# How the Wick–Cutkosky ground state responds to changes of coupling and masses

**The question.** Two scalars of mass $m$ exchange a massless scalar in the ladder approximation. At $\alpha=2\pi$ the ground state has bound-state mass $M=0$ and its amplitude is known in closed form. In which direction, and how far, does $M^2$ move if we (A) weaken the coupling, (B) give the exchanged boson a mass, (C) make one constituent heavier at fixed coupling constants, or (D) make it heavier at fixed $\alpha$? We use $\hbar=c=1$ and, from Section 2 on, $m=1$, so that $s=P^2$ is in units of $m^2$. All numbers belong to the ladder model and describe no real atom.

## 1. The two tools

**Normalisation.** Let $G=G_0+G_0KG$, so $G^{-1}=G_0^{-1}-K$. A product of operators implies $\int d^4p/(2\pi)^4$ over the relative momentum. Near a bound state of energy $E$,
$$G\to \frac{i\,\chi\bar\chi}{2E\,(P_0-E)} .$$
Apply $GG^{-1}=1$ to $\chi$. Since $G^{-1}(E)\chi=0$, we have $G^{-1}\chi=(P_0-E)\,\partial_{P_0}G^{-1}\chi+\dots$, and only the pole of $G$ survives as $P_0\to E$:
$$i\,\bar\chi\,\frac{\partial (G_0^{-1}-K)}{\partial P_0}\,\chi=2E .$$
The normalisation of the amplitude goes back to Mandelstam (1955).

**Perturbation theory.** Let $K=K_0+\delta K$ and $F=G_0^{-1}-K_0$. Absorb $i/2E$ into the amplitudes, so that $F^{-1}=\psi\bar\psi/w+G'(w)$ with $w=P_0-E_0$ and $G'$ regular at $w=0$. Expand $(F-\delta K)^{-1}$ and collect all insertions without the pole term into $T=\delta K+\delta K\,G'\,T$. The pole terms form a geometric series in $\bar\psi T\psi/w$, so the new pole lies at $w=\bar\psi\,T(w)\,\psi$. Iterating once, with $\langle O\rangle=\bar\psi O\psi$ and everything evaluated at $w=0$,
$$\delta E=\langle\delta K\rangle+\langle\delta K\,G'\,\delta K\rangle+\langle\delta K\rangle\langle\partial_E\,\delta K\rangle+\dots$$
A change of a constituent mass fits the same formula with $\delta K=-\delta(G_0^{-1})$.

**What $G'$ is.** It is the whole regular part of $F^{-1}$. Write $F=F_0+wF_1+w^2F_2$. Orders $w^0$ and $w^1$ of $FF^{-1}=1$ give, for $\xi=G'O\psi$,
$$F_0\,\xi=O\psi-\langle O\rangle F_1\psi,\qquad \bar\psi F_1\xi=-\langle F_2\rangle\langle O\rangle .$$
The first equation fixes $\xi$ up to a multiple of $\psi$ and the second fixes the multiple. For real symmetric operators they combine to
$$\langle OG'O\rangle=\xi F_0\xi-\langle F_2\rangle\langle O\rangle^2 .$$
In Schrödinger theory $F_2=0$ and the second-order shift of a ground state is negative. Here the last term can reverse the sign.

## 2. The reference state

The model is that of Wick and Cutkosky (1954). The vertices are $-ig_1$ and $-ig_2$, $g^2\equiv g_1g_2$, the metric is $(+,-,-,-)$, and
$$G_0^{-1}=-(p_1^2-m_1^2)(p_2^2-m_2^2),\qquad K=-\frac{ig^2}{q^2},\qquad p_{1,2}=\tfrac12P\pm p .$$
The static limit is the potential $-\alpha/r$ with $\alpha=g^2/(16\pi m_1m_2)$. We also use $\Lambda=g^2/16\pi^2$, so $\Lambda=m_1m_2\,\alpha/\pi$.

Rotate $p_0=ip_4$ in the rest frame, $P_0=E$, $s=E^2$. For equal masses the equation becomes $(D-V)\phi=0$ with Euclidean $p$ and
$$D=-\left[(p^2+1-\tfrac s4)^2+s\,p_4^2\right],\qquad (V\phi)(p)=-g^2\!\int\!\frac{d^4k}{(2\pi)^4}\frac{\phi(k)}{(p-k)^2}.$$
An attractive kernel is negative, as a potential is. Both $\chi$ and $\bar\chi$ continue to $-i\phi$ with real $\phi$, and the measure gives a factor $i$, so the normalisation reads $\int\phi\,\partial_{P_0}D\,\phi=2E$. Because $D$ depends on $P_0$ only through $s$, $\partial_{P_0}=2E\,\partial_s$ and $2E$ cancels:
$$\int\!\frac{d^4p}{(2\pi)^4}\,\phi\,\frac{\partial D}{\partial s}\,\phi=1 .$$
This is the unit-residue condition for a pole in $s$. At $M=0$ the poles at $P_0=\pm E$ merge, so we must take $w=s$. The derivation of Section 1 does not care which variable is used.

Put $x=p^2$, $t=1+x$, and $Y=p_4^2-x/4$, which has zero angular average. Then
$$F_0=-t^2-V,\qquad F_1=\frac{t+1}{4}-Y,\qquad F_2=-\frac1{16}.$$
In four dimensions $\nabla^2(1/p^2)=-4\pi^2\delta^4(p)$, so $V=(g^2/4\pi^2)\nabla^{-2}$. From $\nabla^2t^{-1}=-8t^{-3}$ we find $Vt^{-3}=-(g^2/32\pi^2)\,t^{-1}$. Hence $\phi=N t^{-3}$ solves the equation at $s=0$ if $g^2=32\pi^2$, that is $\Lambda=2$, $\alpha=2\pi$, $V=8\nabla^{-2}$, and $V\phi=-t^2\phi$. The amplitude has no node and $\Lambda=2$ is the smallest coupling that binds at $s=0$, so $F_0\le0$.

With $d^4p=\pi^2x\,dx$ the normalisation integral is $\int_0^\infty x\,\frac{t+1}{4}\,t^{-6}dx=\frac1{30}$, so $N^2=480\pi^2$. For an isotropic multiplicative $O$,
$$\langle O\rangle=30\int_0^\infty \frac{x\,O}{t^6}\,dx .$$
Note that $\langle 1\rangle=3/2$, not 1. Therefore $-\langle F_2\rangle=3/32>0$.

**The reduced Green function in closed form.** From $\nabla^2t^{-k}=4k(k-1)t^{-k-1}-4k(k+1)t^{-k-2}$ and $\nabla^2(Yt^{-3})=-48Yt^{-5}$,
$$F_0t^{-4}=\tfrac13t^{-1}-\tfrac23t^{-2},\quad F_0t^{-5}=\tfrac16t^{-1}+\tfrac16t^{-2}-\tfrac56t^{-3},\quad F_0\,Yt^{-5}=-\tfrac56Yt^{-3}.$$
So $G'O\phi=N\,(b_4t^{-4}+b_5t^{-5}+b_Y Yt^{-5}+b_3t^{-3})$ for $O=t^2,t,1$. The first equation for $\xi$ gives $b_4$, $b_5$ and $b_Y=-\frac65\langle O\rangle$. The second gives $b_3$ from the overlaps of $N^2t^{-3}F_1$ with $t^{-4}$, $t^{-5}$, $Yt^{-5}$ and $t^{-3}$, which are $\frac58$, $\frac37$, $-\frac3{224}$ and $1$. The third uses the angular average $\overline{Y^2}=x^2/16$.

| $O$ | $\langle O\rangle$ | $b_4$ | $b_5$ | $b_Y$ | $b_3$ | $\langle OG'O\rangle$ |
|---|---|---|---|---|---|---|
| $t^2$ | $5$ | $9/4$ | $3/2$ | $-6$ | $-93/56$ | $-3/7$ |
| $t$ | $5/2$ | $-3/8$ | $3/4$ | $-3$ | $3/28$ | $51/112$ |
| $1$ | $3/2$ | $3/8$ | $-3/4$ | $-9/5$ | $57/280$ | $81/560$ |

The cross element is $\langle tG't^2\rangle=81/112$. Two of the three diagonal elements are positive, because $\frac3{32}\langle O\rangle^2$ outweighs the negative $\xi F_0\xi$.

## 3. An independent solution for massless exchange

For A, C and D the ladder equation can be solved without perturbation theory. Let $D_i=p_i^2+m_i^2$ (Euclidean), $d(z)=\frac{1+z}2D_1+\frac{1-z}2D_2$, and try $\phi=\int_{-1}^1dz\,g(z)/d(z)^3$. Completing the square gives $d=(p+zP/2)^2+Q$ with
$$Q(z)=\tfrac{1+z}2m_1^2+\tfrac{1-z}2m_2^2-\tfrac{s}{4}(1-z^2).$$
The exchange turns $d^{-3}$ into $(\Lambda/2)/(Q\,d)$. Feynman parameters give $1/[D_1D_2\,d(z')]=\int dz\,R(z,z')/d(z)^3$, where $R$ is the tent function that vanishes at $z=\pm1$, is linear on either side of $z'$ and equals 1 there. Its kink is $\partial_z^2R=-2\delta(z-z')/(1-z'^2)$, so
$$g''+\frac{\Lambda\,g}{(1-z^2)\,Q(z)}=0,\qquad g(\pm1)=0 .$$
With $\rho=g/[(1-z^2)Q]$ and $\mathcal G$ the inverse of $-d^2/dz^2$ under these boundary conditions, this is $(1-z^2)Q\rho=\Lambda\mathcal G\rho$, a symmetric eigenvalue problem linear in $s$. Entries marked "diagonalised" below come from the basis $\rho=z^n$, $n=0,\dots,7$.

The substitution $z=(y+a)/(1+ay)$ with $a=(m_2-m_1)/(m_1+m_2)$ and $g=(dz/dy)^{1/2}h(y)$ keeps the form of the equation and replaces $Q$ by $m_1m_2-\frac14(1-y^2)[s-(m_1-m_2)^2]$. Dividing by $m_1m_2$ gives the equal-mass problem at the same $\alpha$. If $\sigma(\alpha)$ is the value of $s/m^2$ for equal masses, then exactly
$$M^2=(m_1-m_2)^2+m_1m_2\,\sigma(\alpha).$$
We call this the mass map.

## 4. Change A: weaker coupling, $g^2\to g^2(1-\epsilon)$

**Reasoning.** Less attraction means $\delta K=-\epsilon V>0$, so $s$ rises. For size, $s$ must travel from 0 to the threshold 4 as $\epsilon$ goes from 0 to 1, so the mean slope is 4. At the weak end the binding vanishes as $\alpha^2$ and the curve is flat. The slope at $\epsilon=0$ should then exceed 4 and the curve should bend down. The ladder kernel depends only on $p-k$, so the third term is absent.

**Calculation.** Since $V\phi=-t^2\phi$ on both sides of each matrix element, the first row of the table gives
$$s=5\epsilon-\tfrac37\epsilon^2+\dots$$
For $\epsilon=0.1$ the terms are $0.5000$ and $-0.0043$, the sum is $0.4957$, and diagonalisation gives $0.4955$. The mass itself is $M=0.704$: a 10% change of coupling produces a mass of order $m$, because $M\simeq\sqrt{5\epsilon}$ is not analytic. For $\epsilon<0$ the state has $s<0$, which shows that the ladder model fails beyond $\alpha=2\pi$. At any $s$ below threshold the first-order statement is exact as a derivative, $ds/d\ln g^2=\langle V\rangle$, so the normalisation of the amplitude and the slope of the spectrum carry the same information.

## 5. Change B: boson mass $\mu\ll1$

**Reasoning.** Now $\delta K=g^2[1/q^2-1/(q^2+\mu^2)]=g^2\mu^2/[q^2(q^2+\mu^2)]$ as a convolution kernel. It is positive, so $s$ rises. For $\mu\ll q\ll 1$ it behaves as $\mu^2/q^4$, whose four-dimensional integral is logarithmic, and over this range $\phi(p-q)\simeq\phi(p)$. To logarithmic accuracy $\delta K$ is a constant times the identity,
$$\delta K\simeq g^2\mu^2\,\frac{2\pi^2}{(2\pi)^4}\ln\frac1\mu=4\mu^2\ln\frac1\mu ,$$
and $\langle1\rangle=3/2$ predicts $s\simeq6\mu^2\ln(1/\mu)$, or $0.138$ at $\mu=0.1$. There is no term linear in $\mu$, unlike the shift $+\alpha\mu$ of a weakly bound Yukawa level. That shift needs $\mu$ and the Bohr momentum both far below $m$, whereas here $m$ is the only scale and all four components of $q$ enter alike.

**Calculation.** In Euclidean position space $t^{-3}$ becomes $rK_1(r)/32\pi^2$ and the massive propagator is $\mu K_1(\mu r)/(4\pi^2r)$, with $K_1$ the modified Bessel function. The convolution becomes a product, and with $d^4r=2\pi^2r^3dr$,
$$\langle\delta K\rangle=\frac{15}2\int_0^\infty r^3K_1(r)^2\,[1-\mu rK_1(\mu r)]\,dr .$$
For $\mu\to\infty$ the integral is $2/3$ and $\langle\delta K\rangle=5$, which is change A with $\epsilon=1$, as it must be. For small $\mu$ use $1-uK_1(u)\simeq-\frac{u^2}2[\ln\frac u2+\gamma-\frac12]$, with $\gamma$ Euler's constant, together with $\int r^5K_1^2dr=\frac85$ and the mean of $\ln r$ in this weight, $\ln2-\gamma+\frac{19}{30}$:
$$\langle\delta K\rangle=6\mu^2\left[\ln\frac1\mu-\frac2{15}\right]+O(\mu^4\ln\mu).$$
At $\mu=0.1$ this is $0.130$, and the full integral is $0.131$. The third term vanishes again. The second term can be estimated from the constant, $4\mu^2\ln(1/\mu)=0.0921$, and the last row of the table: $0.0921^2\times81/560=0.0012$. This keeps only the squared logarithm, and it is as large as the gap between the two first-order values. The supported result is $s\approx0.13$. The reduction of Section 3 does not hold for $\mu\ne0$, so there is no diagonalised entry.

## 6. Change C: $m_2^2=1+\delta$ at fixed $g_1g_2$

**Reasoning.** At fixed $g^2$ the coupling $\alpha\propto1/m_2$ drops by the fraction $\epsilon\simeq\delta/2$. Change A then suggests $s\simeq5\delta/2>0$, provided that the mass difference alone does nothing at first order, which change D confirms. At second order the terms compete. The perturbation is $\delta K=\delta\,(p_1^2+1)$ with
$$p_1^2+1=t-\tfrac s4+iEp_4 .$$
It weakens as $s$ grows, so the third term is negative. The sign of the second term cannot be read off, since $\langle\delta K\rangle\neq0$.

**Calculation.** The piece $iEp_4\delta$ is odd in $p_4$. It has no expectation value and no cross term with the even pieces. Its own second-order effect is of order $s\delta^2\sim\delta^3$, so it drops out. The rest follows from the second row and from $\partial_s\delta K=-\delta/4$:
$$\langle\delta K\rangle=\tfrac52\delta,\qquad \langle\delta K\,G'\delta K\rangle=\tfrac{51}{112}\delta^2,\qquad \langle\delta K\rangle\langle\partial_s\delta K\rangle=\tfrac52\delta\cdot\left(-\tfrac38\delta\right)=-\tfrac{15}{16}\delta^2 ,$$
$$s=\tfrac52\delta-\tfrac{27}{56}\delta^2+\dots$$
The mass map tests this. Put $m_2=1+\kappa$, so $\epsilon=\kappa/m_2$ and $s=\kappa^2+m_2(5\epsilon-\frac37\epsilon^2)=5\kappa+\frac47\kappa^2+\dots$. With $\kappa=\delta/2-\delta^2/8$ the $\delta^2$ coefficient is $-\frac58+\frac17=-\frac{27}{56}$.

For $\delta=0.2$ the three terms are $0.5000$, $0.0182$ and $-0.0375$. The sum is $0.4807$ and diagonalisation gives $0.4826$, so the neglected higher orders amount to $0.0019$. Without the derivative term one would get $0.5182$, with the wrong sign of the curvature.

## 7. Change D: $m_2=1+\kappa$ at fixed $\alpha$

This is the analogue of replacing a nucleus by a heavier one of the same charge.

**Reasoning.** If both masses are scaled at fixed $\alpha$, then $s=m^2\sigma(2\pi)$ stays zero. To first order, raising $m_2$ is a common scaling plus an antisymmetric change $m_1-m_2$, and $s$ is symmetric under $m_1\leftrightarrow m_2$. The first-order response therefore vanishes. For the second order choose a better reference: equal masses $\bar m^2=m_1m_2$, which at this $g^2$ has $s=0$ exactly. At $P=0$,
$$(x+m_1^2)(x+m_2^2)-(x+m_1m_2)^2=(m_1-m_2)^2\,x>0 .$$
So $s$ rises, by $\kappa^2\langle x\rangle$ at leading order, and $\langle x\rangle=\frac52-\frac32=1$. The prediction is $s\simeq\kappa^2$.

**Calculation.** From the original reference, $g^2\to g^2(1+\kappa)$ and $\delta=2\kappa+\kappa^2$, so $\delta K=(2\kappa+\kappa^2)(p_1^2+1)+\kappa V$. The first term is
$$\langle\delta K\rangle=\tfrac52(2\kappa+\kappa^2)-5\kappa=\tfrac52\kappa^2 .$$
At order $\kappa$, $\delta K\phi=\kappa(2t-t^2)\phi$ has zero mean, so the second term must be negative:
$$\langle\delta K\,G'\delta K\rangle=\kappa^2\left[4\cdot\tfrac{51}{112}-4\cdot\tfrac{81}{112}-\tfrac37\right]=-\tfrac32\kappa^2 .$$
The third term is of order $\kappa^3$ and the piece odd in $p_4$ enters at $\kappa^2s\sim\kappa^4$. The sum is $s=\kappa^2$. The mass map with $\sigma(2\pi)=0$ shows that this is exact, $M=|m_1-m_2|$. For $\kappa=0.2$ the terms are $0.1000$ and $-0.0600$, and both the sum and the diagonalisation give $0.0400$. The two references split the same shift differently, which is a useful test of any code for $G'$.

## 8. Summary of the responses

| Change | $\langle\delta K\rangle$ | $\langle\delta K G'\delta K\rangle$ | derivative term | sum | diagonalised |
|---|---|---|---|---|---|
| A, $\epsilon=0.1$ | 0.5000 | $-0.0043$ | 0 | 0.4957 | 0.4955 |
| B, $\mu=0.1$ | 0.131 | about 0.001 | 0 | 0.13 | none |
| C, $\delta=0.2$ | 0.5000 | 0.0182 | $-0.0375$ | 0.4807 | 0.4826 |
| D, $\kappa=0.2$ | 0.1000 | $-0.0600$ | order $\kappa^3$ | 0.0400 | 0.0400 |

Entries are shifts of $s=M^2$ in units of $m^2$.

## 9. Change D at weak coupling: recoil

The mass map holds for every $\alpha$, so it also answers change D for an atom-like state. Write $\sigma=4-\beta(\alpha)$, $S=m_1+m_2$ and $m_r=m_1m_2/S$. Then $M^2=S^2-m_1m_2\beta$, and the binding energy $B=S-M$ is
$$B=\tfrac12m_r\beta+\frac{m_r^2\beta^2}{8S}+\dots$$
Matching to the Schrödinger value $m_r\alpha^2/2$ gives $\beta\to\alpha^2$ as $\alpha\to0$. A heavier partner binds more strongly through $m_r$. The second term is pure recoil: it adds binding, its size relative to the first is $m_r\beta/4S$, which is $\beta/16$ for equal masses, and it vanishes as $m_2\to\infty$. It has the form of the term $-m_r^2(f-1)^2/2S$ in the standard level formula of hydrogen, where $m_r(f-1)$ is the one-body energy, with $f-1\to-\beta/2$.

The function $\beta$ itself is less trustworthy. In the ladder approximation $\beta=\alpha^2[1+(4\alpha/\pi)\ln\alpha+\dots]$, a known result that we quote without proof. This relative correction of order $\alpha\ln\alpha$ is larger than the relative recoil term of order $\alpha^2$, and it survives for $m_2\to\infty$, where the mass map gives $M-m_2\to m_1(1-\beta/2)$. A particle bound to a static source has no such term: the crossed exchange graphs, which the ladder omits, cancel it. They would enter the formulas of Section 1 as a further $\delta K$ that depends on $P_0$, and so they contribute to the normalisation and to the derivative term as well. Within the ladder model $\beta$ does not depend on the masses, so the recoil term can still be isolated by comparing $B/m_r$ for two mass ratios at the same $\alpha$.